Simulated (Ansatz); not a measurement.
CeO₂: energy above lowest point and pressure against volume per atom

All results are calculated (Ansatz 0.2.0 development build). Equation of state of a cubic crystal from periodic Kohn-Sham density functional theory without spin; pressure corrected for the finite basis.

Cell of the first row (space group Fm-3m, No. 225):
```
CELL_PARAMETERS angstrom
0.00000 2.65740 2.65740
2.65740 0.00000 2.65740
2.65740 2.65740 0.00000
ATOMIC_POSITIONS crystal
Ce 0.00000 0.00000 0.00000
O 0.25000 0.25000 0.25000
O 0.75000 0.75000 0.75000
```

Settings of every row: formula CeO2; structure type fluorite; functional r2SCAN; spin treatment none; k mesh 11x11x11; occupation method fermi-dirac; occupation width 0.1 eV; wave cutoff 500 eV; datasets soft-1 PAW; density cutoff ratio 4.

| row | volume per atom (Å³) | energy above lowest point (meV/atom) | pressure (GPa) |
| --- | --- | --- | --- |
| 1 | 12.51 | ? | ? |
| 2 | 12.918 | 10.77 | 7.569 |
| 3 | 13.326 | 0 | 1.07 |
| 4 | 13.734 | 4.49 | -4.441 |
| 5 | 14.142 | 21.91 | -9.115 |

Question: what energy above lowest point and pressure should row 1 give?

Worked fit of energy above lowest point. Take u = (V_r/V)^(2/3) − 1 with V_r = 13.53 Å³ an atom, which is twice the finite (Eulerian) strain; such expansions in the strain, on which the Birch-Murnaghan equation of state is built, carry the rest volume and the bulk modulus. The shown rows have u = 0.03134, 0.01018, -0.00993, -0.02906. Least squares give energy above lowest point = 0.489 − 224.95 × u + 17636.5 × u² meV/atom; a straight line predicts inner rows, each left out in turn, worse (root mean square 10 against 0.061 meV/atom). The rows lie off it by 0.01, -0.03, 0.03, -0.01. Its lowest point lies at u = 0.0064, or V = 13.4 Å³ an atom, and the curvature there gives the bulk modulus at fixed shape and fractions, B = (4/9)(1 + u)² E″(u)/V = 190 GPa. The withheld row has u = 0.05364, so the fit gives 0.489 − 224.95 × (0.05364) + 17636.5 × (0.05364)² = 39.17 meV/atom.

The calculation gave 39.52 meV/atom. The fit lies 0.35 meV/atom (0.89 % of the column's range) below it; its largest miss of a shown row is 0.03 meV/atom. This row lies beyond the range of the fit.

Worked fit of pressure. Take u = (V_r/V)^(2/3) − 1 with V_r = 13.53 Å³ an atom, which is twice the finite (Eulerian) strain; such expansions in the strain, on which the Birch-Murnaghan equation of state is built, carry the rest volume and the bulk modulus. The shown rows have u = 0.03134, 0.01018, -0.00993, -0.02906. Least squares give pressure = −1.7989 + 274.385 × u + 780.91 × u² GPa; a straight line predicts inner rows, each left out in turn, worse (root mean square 0.45 against 0.012 GPa). The rows lie off it by 0.002, -0.005, 0.006, -0.002 (root mean square 0.0042 GPa). The pressure vanishes at u = 0.0064, or V = 13.4 Å³ an atom, and there the bulk modulus at fixed shape and fractions is B = −V dP/dV = (2/3)(1 + u) dP/du = 191 GPa. The withheld row has u = 0.05364, so the fit gives −1.7989 + 274.385 × (0.05364) + 780.91 × (0.05364)² = 15.166 GPa.

The calculation gave 15.228 GPa. The fit lies 0.062 GPa (0.25 % of the column's range) below it; its largest miss of a shown row is 0.006 GPa. This row lies beyond the range of the fit.
